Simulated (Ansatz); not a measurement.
Method: DFT PBE, scalar-relativistic, plane waves, PAW in Ansatz. All cells share a 420 eV cutoff and Γ-centred k meshes spaced at most about 0.3 Å⁻¹ (about 0.25 or finer for metals, 2π included). No spin polarisation in the final relaxations.

All energies are static (0 K, no zero-point motion).

Two forms of GaSb4 were relaxed alike.

A.

```cif
data_structure
_symmetry_space_group_name_H-M 'P-43m'
_symmetry_Int_Tables_number 215
_cell_length_a 5.3377
_cell_length_b 5.3377
_cell_length_c 5.3377
_cell_angle_alpha 90.000
_cell_angle_beta 90.000
_cell_angle_gamma 90.000
_cell_volume 152.08
loop_
_atom_site_label
_atom_site_type_symbol
_atom_site_symmetry_multiplicity
_atom_site_Wyckoff_symbol
_atom_site_fract_x
_atom_site_fract_y
_atom_site_fract_z
_atom_site_occupancy
Ga1 Ga 1 a 0.00000 0.00000 0.00000 1
Sb1 Sb 4 e 0.29502 0.29502 0.29502 1
```

B.

```cif
data_structure
_symmetry_space_group_name_H-M 'I4/mmm'
_symmetry_Int_Tables_number 139
_cell_length_a 5.5677
_cell_length_b 5.5677
_cell_length_c 9.0411
_cell_angle_alpha 90.000
_cell_angle_beta 90.000
_cell_angle_gamma 90.000
_cell_volume 280.26
loop_
_atom_site_label
_atom_site_type_symbol
_atom_site_symmetry_multiplicity
_atom_site_Wyckoff_symbol
_atom_site_fract_x
_atom_site_fract_y
_atom_site_fract_z
_atom_site_occupancy
Ga1 Ga 2 a 0.00000 0.00000 0.00000 1
Sb1 Sb 4 e 0.00000 0.00000 0.32922 1
Sb2 Sb 4 c 0.00000 0.50000 0.00000 1
```

**Question.** Which form is favoured at zero pressure, and by what margin per atom?

**Answer.** B is lower, by 242 meV/atom. A has space group P-43m (No. 215), 30.4 Å³/atom and no gap on its mesh; B has space group I4/mmm (No. 139), 28.0 Å³/atom and no gap. Counting Sb atoms around Ga (those within 1.25 times the shortest such distance or 1.15 times the sum of covalent radii, 1.27 where that leaves under three), A has Ga 4 and B has Ga 6. The denser one is the lower, and pressure would at first widen the difference. Even the lower one lies +0.17 eV/atom against the reference forms of the elements (uncorrected), so neither is stable at this level. In A, Ga has 4 Sb at 2.73 Å; Sb has 1 Ga at 2.73 Å and 3 Sb at 3.09 Å. In B, Ga is surrounded by 4 Sb at 2.78 Å and 2 Sb at 2.98 Å; Sb on a site of symmetry 4mm has 1 Ga at 2.98 Å and 5 Sb at 3.09–3.18 Å; around Sb on a site of symmetry mmm lie 2 Ga at 2.78 Å and 4 Sb at 3.18 Å. Both come from invented guesses. A third cell relaxed alike, in P4/mmm, lies 53 meV/atom below the lower of the two.

These runs have no spin–orbit coupling, which can matter for Sb. Cells relaxed within their symmetry can be saddle points.

The preference for B probably reflects delocalised bonding. A gives Ga four short bonds to Sb, but joins the Sb atoms into tetrahedra with edges of 3.09 Å, clearly longer than a normal single bond. An isolated Sb tetrahedron is already closed-shell, so the electrons Ga brings probably enter antibonding states and weaken this framework. B trades the shortest Ga–Sb bonds for more numerous, longer contacts, which suit partly filled, multicentre bands and pack more densely.

The missing gap has a simpler origin: each primitive cell holds one GaSb4 unit with an odd number of electrons, so a calculation with paired spins must leave a band partly filled. It is therefore no sign of the usual PBE gap underestimation.

The ordering of A and B doesn't identify a ground state. Even the P4/mmm cell remains above the elements, as its gain of 53 meV/atom is smaller than B's excess. Since zinc-blende GaSb is a stable compound, decomposition into GaSb and Sb should be more favourable still, in keeping with GaSb being the only well-established compound of this system.
